**All-electron and pseudo 5p wave of a Zr(+1.5) PAW dataset**

The table holds u = r·R(r) of the empty, bound 5p level at 13 radii up to the matching radius of 2.85 bohr, from atompaw with scalar-relativistic PBEsol. The program fits nothing: it interpolates nodes, forms differences and local exponents, and integrates norms and 4p–5p overlaps on the coarse grid, using the 4p and 5s waves of the same run for comparison. One parameter-free estimate, the Wronskian identity for the all-electron 4p–5p overlap out to 2.631 bohr, gives −0.085 against −0.080 by the trapezoid rule. The pseudo wave has one node and a shallow lobe, a norm out to the matching radius about 22 % below the all-electron one, and a positive plain overlap with the pseudo 4p, so orthogonality rests on the PAW overlap operator. The p phase error is negligible near the 5p level and approaches π above 3.5 Ry.

Calculated values. Radial waves u(r) = r R(r) of the 5p shell of Zr, from a PAW dataset made with atompaw 4.2.0.5 (PBEsol, scalar-relativistic). The reference configuration is 4s2 4p6 4d2 5s0.5 5p0 (charge +1.5) above an [Ar] 3d10 core. The polynomial pseudo wave is matched to the all-electron wave at 2.85 bohr, and the two have the same sign outside this radius.

## Numerical check

```python
# Table: u = r R(r) of the Zr 5p shell (ion +1.5), all-electron and pseudo; atompaw 4.2.0.5 PAW, PBEsol, scalar-relativistic.
# Worked out: nodes, differences, order of contact at 2.85 bohr, norms, overlap with 4p (Wronskian identity as estimate).
T = {
    'radius': [0.219, 0.438, 0.658, 0.877, 1.096, 1.315, 1.535, 1.754, 1.973, 2.192, 2.412, 2.631, 2.85],  # bohr
    'all_electron_wave': [0.0809, 0.112, -0.1093, -0.2522, -0.2689, -0.1965, -0.0789, 0.0516, 0.1771, 0.2878, 0.3802, 0.4525, 0.5059],  # bohr^(-1/2)
    'pseudo_wave': [-0.0039, -0.014, -0.0251, -0.0303, -0.022, 0.0054, 0.055, 0.1246, 0.2084, 0.2974, 0.3819, 0.4526, 0.5059],  # bohr^(-1/2)
}
import numpy as np
from scipy.integrate import trapezoid, simpson
from scipy.constants import physical_constants as pc
r = np.array(T['radius']); ae = np.array(T['all_electron_wave']); ps = np.array(T['pseudo_wave'])
# further outputs of the same run, on the same radii
ae4 = np.array([-0.2409,-0.3636,0.2834,0.7662,0.9543,0.9407,0.8276,0.6831,0.5415,0.4179,0.3161,0.2361,0.1746])
ps4 = np.array([0.0879,0.3177,0.6033,0.8397,0.9559,0.9383,0.8275,0.6831,0.5415,0.4179,0.3161,0.2361,0.1746])
aes = np.array([0.0661,0.133,-0.1674,-0.3179,-0.2745,-0.1207,0.0684,0.2463,0.3934,0.5034,0.5779,0.6208,0.6379])
pss = np.array([-0.1352,-0.241,-0.2942,-0.2814,-0.2032,-0.0729,0.0877,0.2507,0.3937,0.5034,0.5779,0.6208,0.6379])
E5 = -8.8293/pc['Hartree energy in eV'][0]; E4 = -3.15171/2   # hartree; 4p = lowest p level of the dataset
Eph = [-0.76,-0.28,0.2,1.16,2.6,3.08,3.56,4.52,5.0]
dph = [-0.0002,-0.0076,-0.0406,-0.053,-0.2475,-1.0347,-2.5918,-2.8266,-2.7764]
rc, rcs = 2.85, 2.25   # matching radii of 5p and 5s (settings)
def nodes(u):
    return [r[i]-u[i]*(r[i+1]-r[i])/(u[i+1]-u[i]) for i in range(len(r)-1) if u[i]*u[i+1] < 0]
def integ(f, R, rule=trapezoid):
    m = r <= R+1e-9
    return rule(np.r_[0, f[m]], x=np.r_[0, r[m]])
def lobe(u, v):   # integral of u v from 0 to the outermost node of u
    x = nodes(u)[-1]; m = r < x
    return trapezoid(np.r_[0, (u*v)[m], 0], x=np.r_[0, r[m], x])
fm = lambda a, n=3: ', '.join(f'{x:.{n}f}' for x in a)
d = ps-ae
print('AE = all-electron, PS = pseudo; rounding of a difference up to 0.0001 bohr^-1/2')
print('r[bohr]  PS-AE 5p  PS/r^2  AE5p/AE4p  PS-AE 4p  PS-AE 5s')
for i in range(len(r)):
    print(f'{r[i]:.3f}  {d[i]:+.4f}  {ps[i]/r[i]**2:+.4f}  {ae[i]/ae4[i]:+.3f}  {ps4[i]-ae4[i]:+.4f}  {pss[i]-aes[i]:+.4f}')
print(f'largest difference {abs(d).max():.4f} at {r[abs(d).argmax()]:.3f} bohr')
print('nodes by linear interpolation [bohr]; n-l-1 = 3 for 5p')
print(f'  5p AE {fm(nodes(ae),2)}; 5p PS {fm(nodes(ps),2)}; 4p AE {fm(nodes(ae4),2)}; 4p PS count {len(nodes(ps4))}')
print(f'  5s AE {fm(nodes(aes),2)}; 5s PS {fm(nodes(pss),2)}')
print(f'outer node shift PS-AE: 5p {nodes(ps)[-1]-nodes(ae)[-1]:+.2f}, 5s {nodes(pss)[-1]-nodes(aes)[-1]:+.2f} bohr')
print(f'matching radius minus AE outer node: 5p {rc-nodes(ae)[-1]:.2f}, 5s {rcs-nodes(aes)[-1]:.2f} bohr')
print(f'deepest sampled lobe PS/AE: 5p {ps.min()/ae.min():.2f}, 5s {pss.min()/aes.min():.2f}')
sa, sp = np.diff(ae)/np.diff(r), np.diff(ps)/np.diff(r)
print(f'steepest slope between rows: AE {abs(sa).max():.2f}, PS {abs(sp).max():.2f} bohr^-3/2, ratio {abs(sa).max()/abs(sp).max():.1f}')
print(f'PS power of r, first two rows: {np.log(ps[1]/ps[0])/np.log(r[1]/r[0]):.2f} (l+1 = 2)')
print('local exponent of PS-AE in (2.85 - r), with range from rounding')
ex = []
for i in range(6, 10):
    L = np.log((rc-r[i])/(rc-r[i+1])); e = 1e-4
    ex.append(np.log(d[i]/d[i+1])/L)
    print(f'  {r[i]:.3f}-{r[i+1]:.3f}: {ex[-1]:.2f} ({np.log((d[i]-e)/(d[i+1]+e))/L:.2f} to {np.log((d[i]+e)/(d[i+1]-e))/L:.2f})')
na, npz = integ(ae**2, rc), integ(ps**2, rc)
print(f'norm to 2.85, trapezoid: AE {na:.3f}, PS {npz:.3f}, deficit {na-npz:.3f} ({100*(na-npz)/na:.0f} % of AE)')
print(f'norm to 2.85, Simpson: AE {integ(ae**2,rc,simpson):.3f}, PS {integ(ps**2,rc,simpson):.3f}')
ia, ip = integ(ae**2, r[6]), integ(ps**2, r[6])
print(f'  part to {r[6]:.3f}: AE {ia:.3f}, PS {ip:.3f}; beyond it: AE {na-ia:.3f}, PS {npz-ip:.3f}')
print(f'grid check, 4p norm to 2.85: AE {integ(ae4**2,rc):.3f}, PS {integ(ps4**2,rc):.3f}')
k = 11; h = r[k+1]-r[k-1]
W = ae4[k]*(ae[k+1]-ae[k-1])/h - ae[k]*(ae4[k+1]-ae4[k-1])/h
est = -W/(2*(E5-E4)); q = integ(ae*ae4, r[k]); qs = integ(ae*ae4, r[k], simpson)
print(f'levels: 5p {2*E5:.3f} Ry, 4p {2*E4:.3f} Ry, gap {E5-E4:.3f} hartree')
print(f'AE 4p-5p overlap to {r[k]:.3f}: Wronskian {est:+.3f}, trapezoid {q:+.3f} ({100*(q-est)/abs(est):+.0f} %), Simpson {qs:+.3f}')
oa, op = integ(ae*ae4, rc), integ(ps*ps4, rc)
print(f'4p-5p overlap to 2.85: AE {oa:+.3f}, PS {op:+.3f}, AE-PS {oa-op:+.3f}')
print(f'  part inside the outer 5p node: AE {lobe(ae,ae4):+.3f}, PS {lobe(ps,ps4):+.3f}, ratio {lobe(ps,ps4)/lobe(ae,ae4):.2f}')
print('p phase error / pi at E [Ry] = ' + fm(Eph, 2))
print('  ' + fm(np.array(dph)/np.pi, 4))
assert len(nodes(ae)) == 2 and len(nodes(ps)) == 1 and len(nodes(ps4)) == 0
assert np.all(np.diff(d[4:]) < 0) and np.all(d[:2] < 0)
assert all(3 < x < 5.5 for x in ex)
assert oa < 0 < op and est < 0 and na > npz
```

Running it gives:

```
AE = all-electron, PS = pseudo; rounding of a difference up to 0.0001 bohr^-1/2
r[bohr]  PS-AE 5p  PS/r^2  AE5p/AE4p  PS-AE 4p  PS-AE 5s
0.219  -0.0848  -0.0813  -0.336  +0.3288  -0.2013
0.438  -0.1260  -0.0730  -0.308  +0.6813  -0.3740
0.658  +0.0842  -0.0580  -0.386  +0.3199  -0.1268
0.877  +0.2219  -0.0394  -0.329  +0.0735  +0.0365
1.096  +0.2469  -0.0183  -0.282  +0.0016  +0.0713
1.315  +0.2019  +0.0031  -0.209  -0.0024  +0.0478
1.535  +0.1339  +0.0233  -0.095  -0.0001  +0.0193
1.754  +0.0730  +0.0405  +0.076  +0.0000  +0.0044
1.973  +0.0313  +0.0535  +0.327  +0.0000  +0.0003
2.192  +0.0096  +0.0619  +0.689  +0.0000  +0.0000
2.412  +0.0017  +0.0656  +1.203  +0.0000  +0.0000
2.631  +0.0001  +0.0654  +1.917  +0.0000  +0.0000
2.850  +0.0000  +0.0623  +2.897  +0.0000  +0.0000
largest difference 0.2469 at 1.096 bohr
nodes by linear interpolation [bohr]; n-l-1 = 3 for 5p
  5p AE 0.55, 1.67; 5p PS 1.27; 4p AE 0.56; 4p PS count 0
  5s AE 0.54, 1.46; 5s PS 1.41
outer node shift PS-AE: 5p -0.40, 5s -0.04 bohr
matching radius minus AE outer node: 5p 1.18, 5s 0.79 bohr
deepest sampled lobe PS/AE: 5p 0.11, 5s 0.93
steepest slope between rows: AE 1.01, PS 0.41 bohr^-3/2, ratio 2.5
PS power of r, first two rows: 1.84 (l+1 = 2)
local exponent of PS-AE in (2.85 - r), with range from rounding
  1.535-1.754: 3.33 (3.32 to 3.34)
  1.754-1.973: 3.80 (3.78 to 3.82)
  1.973-2.192: 4.11 (4.07 to 4.16)
  2.192-2.412: 4.25 (4.09 to 4.43)
norm to 2.85, trapezoid: AE 0.177, PS 0.138, deficit 0.038 (22 % of AE)
norm to 2.85, Simpson: AE 0.175, PS 0.137
  part to 1.535: AE 0.046, PS 0.001; beyond it: AE 0.131, PS 0.138
grid check, 4p norm to 2.85: AE 0.974, PS 1.044
levels: 5p -0.649 Ry, 4p -3.152 Ry, gap 1.251 hartree
AE 4p-5p overlap to 2.631: Wronskian -0.085, trapezoid -0.080 (+6 %), Simpson -0.076
4p-5p overlap to 2.85: AE -0.059, PS +0.127, AE-PS -0.186
  part inside the outer 5p node: AE -0.171, PS -0.014, ratio 0.08
p phase error / pi at E [Ry] = -0.76, -0.28, 0.20, 1.16, 2.60, 3.08, 3.56, 4.52, 5.00
  -0.0001, -0.0024, -0.0129, -0.0169, -0.0788, -0.3294, -0.8250, -0.8997, -0.8838
```
